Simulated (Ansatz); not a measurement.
## A correction line for B2PLYP/def2-TZVPP: vertical ionisation energy

The vertical ionisation energy (cation less neutral) in eV of 7 molecular compounds of Ta: x at B2PLYP/def2-TZVPP, y at CCSD(T)/def2-TZVPP. Shapes, held fixed at every level: PBE0-D4/def2-TZVP. Flexible molecules stand in one conformer, not always the lowest. Programs: Ansatz 0.2.0.

| molecule | x (eV) | y (eV) |
| --- | --- | --- |
| C2H10NO4Ta (SMILES C[N](C)[Ta]([OH])([OH])([OH])[OH]) | 8.48 | 8.61 |
| Ta(NH2)2(OH)S | 9.30 | 9.34 |
| C3H10NO3Ta (SMILES C[O][Ta](=[NH])([O]C)[O]C) | 9.30 | 9.36 |
| Ta(NH2)(OH)2S | 9.49 | ? |
| Ta(CH3)(NH2)ClS | 9.54 | 9.57 |
| Ta(NH2)(OH)FO | 10.52 | 10.56 |
| Ta(OH)5 | 10.83 | 11.24 |

Question: Fit y = c + s·x to the known rows and predict y for Ta(NH2)(OH)2S.

Answer: 
1. Means of the 6 rows: x = 9.6617, y = 9.780.
2. Σ(Δx)² = 3.7745, Σ(Δx·Δy) = 4.0944, so the slope is 4.0944/3.7745 = 1.0848.
3. Intercept: 9.780 − (1.0848) × 9.6617 = -0.701. The largest residual of the fit is 0.19.
4. Ta(NH2)(OH)2S: -0.701 + 1.0848 × 9.49 = 9.59 eV.

CCSD(T)/def2-TZVPP gives 9.52 eV, so the prediction is off by +0.07 eV, within the largest residual. Uncorrected, B2PLYP/def2-TZVPP misses it by -0.03 eV, and the other rows by 0.12 on average. The line makes this one worse. Left out in turn, the other rows are missed by 0.18 eV on average, worse than no correction. Cations run unrestricted. For atoms past krypton def2 sets carry core potentials with scalar relativity. Outer-core shells of Ta are correlated, in sets that cover them unevenly.

B2PLYP lies below CCSD(T) for every molecule, but the gap doesn't grow steadily with the ionisation energy. It is small for most rows, larger for the dimethylamide at the low end and by far the largest for Ta(OH)5, so the slope of 1.0848 owes its excess over one essentially to that single hydroxide.

All the compounds are formally Ta(V), d0, so the electron should leave ligand-based orbitals rather than a metal d shell. This accounts for the broad ordering: sulfur 3p and nitrogen lone pairs are bound less tightly than oxygen 2p, and methyl groups on nitrogen lower the ionisation energy further, whereas Ta(OH)5 has only oxygen donors to ionise. Its large discrepancy probably reflects a hole shared among several similar oxygens, whose localisation and relaxation the two methods may describe differently. The energies alone don't establish where the hole sits, so a correction specific to hydroxides would be premature.
